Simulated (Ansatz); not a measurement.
## Se: pressure and energy change per atom against volume scale

All results are calculated (Ansatz 0.2.0). Plane-wave DFT, scalar-relativistic PAW made under PBE with cores redone for the functional, no dispersion; the given relaxed cell is scaled uniformly, energy at zero smearing counts from the unscaled cell, pressure at the given Fermi-Dirac smearing is positive in compression.

The cell before it is scaled or strained (space group P6/mmm, No. 191):
```
Se
1.0
      4.6539     0.0000     0.0000
     -2.3269     4.0304     0.0000
      0.0000     0.0000     3.1052
Se
3
Direct
  1.00000 0.00000 0.00000
  0.33333 0.66667 0.50000
  0.66667 0.33333 0.50000
```

Settings of every row: spin polarised no; functional LDA; wave cutoff 420 eV; smearing width 0.1 eV; k mesh 9x9x11.

Atom starting moment: 0 on all atoms.

Limits: the cell comes from a prototype or a list of computed structures and needn't be the stable phase.

| row | volume scale | V (Å³/atom) | pressure (GPa) | energy change per atom (meV) |
| --- | --- | --- | --- | --- |
| 1 | 0.88 | 17.085 | 14.65 | 92.15 |
| 2 | 0.92 | 17.862 | ? | ? |
| 3 | 0.96 | 18.638 | 3.81 | 8 |
| 4 | 1.04 | 20.191 | -3.14 | 8.76 |
| 5 | 1.08 | 20.968 | -5.61 | 30.93 |
| 6 | 1.12 | 21.745 | -7.58 | 63.8 |

Question: what pressure and energy change per atom should row 2 give?

Worked fit of pressure. Take u = (V_r/V)^(2/3) − 1 with V_r = 20.191 Å³ an atom, which is twice the finite (Eulerian) strain; such expansions in the strain, on which the Birch-Murnaghan equation of state is built, carry the rest volume and the bulk modulus. The shown rows have u = 0.11779, 0.05481, 0, -0.02486, -0.04823. Least squares give pressure = −3.174 + 108.261 × u + 364.55 × u² GPa; a straight line predicts inner rows, each left out in turn, worse (root mean square 1.2 against 0.075 GPa). The rows lie off it by 0.01, -0.04, 0.03, 0.03, -0.03. The pressure vanishes at u = 0.0269, or V = 19.4 Å³ an atom, and there the bulk modulus at fixed shape and fractions is B = −V dP/dV = (2/3)(1 + u) dP/du = 87.5 GPa. Letting shape and atoms relax would as a rule lower it, by much in layered, chain or molecular crystals. The withheld row has u = 0.08514, so the fit gives −3.174 + 108.261 × (0.08514) + 364.55 × (0.08514)² = 8.69 GPa.

The calculation gave 8.63 GPa. The fit lies 0.06 GPa (0.27 % of the column's range) above it; its largest miss of a shown row is 0.04 GPa.

Worked fit of energy change per atom. Take u = (V_r/V)^(2/3) − 1 with V_r = 20.191 Å³ an atom, which is twice the finite (Eulerian) strain; such expansions in the strain, on which the Birch-Murnaghan equation of state is built, carry the rest volume and the bulk modulus. The shown rows have u = 0.11779, 0.05481, 0, -0.02486, -0.04823. Least squares give energy change per atom = 8.389 − 614.18 × u + 11240.33 × u² meV; a straight line predicts inner rows, each left out in turn, worse (root mean square 37 against 0.82 meV). The rows lie off it by 0.15, -0.49, 0.37, 0.33, -0.36 (root mean square 0.36 meV). The withheld row has u = 0.08514, so the fit gives 8.389 − 614.18 × (0.08514) + 11240.33 × (0.08514)² = 37.58 meV.

The calculation gave 36.96 meV. The fit lies 0.62 meV (1.7 % of the value, 0.74 % of the column's range) above it; its largest miss of a shown row is 0.49 meV.
